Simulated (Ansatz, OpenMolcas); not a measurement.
## A ladder of methods for GeNH3Cl (SMILES [NH2][GeH][Cl])

GeNH3Cl has 6 atoms, charge 0, and is taken as a doublet. As SMILES, `[NH2][GeH][Cl]`. The coordinates come from a PBE0-D4/def2-TZVP relaxation. This is one conformer, not always the lowest.

Quantity: the vertical energy of the quartet above the doublet, in eV. The values are calculated.

| level | kind | program | value (eV) | less CCSD(T)/cc-pVDZ |
| --- | --- | --- | --- | --- |
| USVWN5/cc-pVDZ | LDA | Ansatz | 6.36 | -0.39 |
| UPBE/cc-pVDZ | GGA | OpenMolcas | 6.30 | -0.45 |
| UTPSS/cc-pVDZ | meta-GGA | OpenMolcas | 6.35 | -0.40 |
| UM06-2X/cc-pVDZ | hybrid meta-GGA | OpenMolcas | 6.79 | +0.04 |
| UB2PLYP/cc-pVDZ | double hybrid | Ansatz | 6.77 | +0.02 |
| RPA@PBE0/cc-pVDZ | RPA | Ansatz | 6.73 | -0.02 |
| UMP2/cc-pVDZ | perturbation theory | Ansatz | 6.95 | +0.20 |
| UCCSD(T)/cc-pVDZ | coupled cluster or CI | Ansatz | 6.75 | 0.00 |

UCCSD(T)/cc-pVDZ is the highest level here, not the true value. All-electron rows without a relativistic Hamiltonian named are non-relativistic. The values span 6.30 to 6.95 eV. In the correlated wave-function rows the outer d shell of Ge is correlated, in sets not made for it.

The quartet lies far above the doublet at every level, as expected for a germyl-type radical with no low-lying π system. The doublet's unpaired electron sits mainly in a Ge-centred orbital of mixed s and p character. Reaching the quartet means breaking up a further electron pair, probably from a nitrogen or chlorine lone pair or a σ bond, and promoting one electron into an orbital that is likely σ* in character around Ge. The cost of that promotion outweighs the exchange gained from three parallel spins.

The three semilocal functionals fall 0.39 to 0.45 eV below coupled cluster, and going from LDA to meta-GGA brings no real gain. The hybrid, the double hybrid and RPA all come within 0.04 eV of it, while MP2 overshoots by 0.20 eV, which suggests that the balance between nonlocal exchange and the pair correlation lost on unpairing matters more than semilocal refinements. The vertical gap doesn't give the energy of a relaxed quartet, which could lie much lower if a bond to Ge lengthens or breaks.
